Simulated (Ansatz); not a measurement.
# A series in volume per atom on YPb3

All results are calculated (Ansatz 0.2.0). Plane-wave density functional theory, PAW datasets, Gaussian smearing 0.05 eV: one cell in which all forces lie under 0.002 eV/angstrom; stress (xx yy zz yz xz xy) and pressure positive in compression; site moments are of spin alone; formation energy from the elements run alike, uncorrected.

Cell of the first row (space group Pm-3m, No. 221):
```
YPb3
1.0
      4.7419     0.0000     0.0000
      0.0000     4.7419     0.0000
      0.0000     0.0000     4.7419
Y Pb
1 3
Direct
  0.00000 0.00000 0.00000
  0.00000 0.50000 0.50000
  0.50000 0.50000 0.00000
  0.50000 0.00000 0.50000
```

Settings of every row: paw set soft_2; functional PBEsol; spin treatment none; moment partition spheres; spin axis none; wave cutoff 420 eV; k mesh 6x6x6; SCF start atoms; lower state search light; symmetry use detected.

Atom first moment, atom hubbard u: 0 on all atoms.

Limits: formation energy without spin-orbit coupling on heavy elements.

```csv
row,volume per atom (Å³),pressure (GPa),formation energy (eV per atom),energy above relaxed cell (meV per atom)
1,26.656,?,?,?
2,27.211,1.216,-0.3382,2.11
3,27.767,0.002,-0.3403,0
4,28.121,-0.706,-0.3396,0.77
5,28.322,-1.085,-0.3385,1.89
6,28.328,-1.096,-0.3384,1.93
7,28.877,-2.052,-0.333,7.38
```

Question: what pressure and formation energy should row 1 give?

Worked fit of pressure. Take u = (V_r/V)^(2/3) − 1 with V_r = 28.221 Å³ an atom, which is twice the finite (Eulerian) strain; such expansions in the strain, on which the Birch-Murnaghan equation of state is built, carry the rest volume and the bulk modulus. The shown rows have u = 0.02459, 0.01087, 0.00237, -0.00238, -0.00252, -0.0152. Least squares give pressure = −0.8961 + 79.826 × u + 247.25 × u² GPa; a straight line predicts inner rows, each left out in turn, worse (root mean square 0.037 against 0.00099 GPa). The rows lie off it by 0.000, 0.001, 0.000, 0.000, 0.000, 0.000. The pressure vanishes at u = 0.0109, or V = 27.77 Å³ an atom, and there the bulk modulus at fixed shape and fractions is B = −V dP/dV = (2/3)(1 + u) dP/du = 57.4 GPa. The withheld row has u = 0.03877, so the fit gives −0.8961 + 79.826 × (0.03877) + 247.25 × (0.03877)² = 2.570 GPa.

The calculation gave 2.570 GPa. The fit meets it to the printed digit. This row lies beyond the range of the fit.

Worked fit of formation energy. Take u = (V_r/V)^(2/3) − 1 with V_r = 28.221 Å³ an atom, which is twice the finite (Eulerian) strain; such expansions in the strain, on which the Birch-Murnaghan equation of state is built, carry the rest volume and the bulk modulus. The shown rows have u = 0.02459, 0.01087, 0.00237, -0.00238, -0.00252, -0.0152. Least squares give formation energy = −0.33909 − 0.2334 × u + 10.968 × u² eV per atom; a straight line predicts inner rows, each left out in turn, worse (root mean square 0.0016 against 3.8e-05 eV per atom). All shown rows lie on it to the printed digit. The withheld row has u = 0.03877, so the fit gives −0.33909 − 0.2334 × (0.03877) + 10.968 × (0.03877)² = -0.3317 eV per atom.

The calculation gave -0.3317 eV per atom. The fit meets it to the printed digit. This row lies beyond the range of the fit.

The other values of row 1: energy above relaxed cell 8.65 meV per atom.
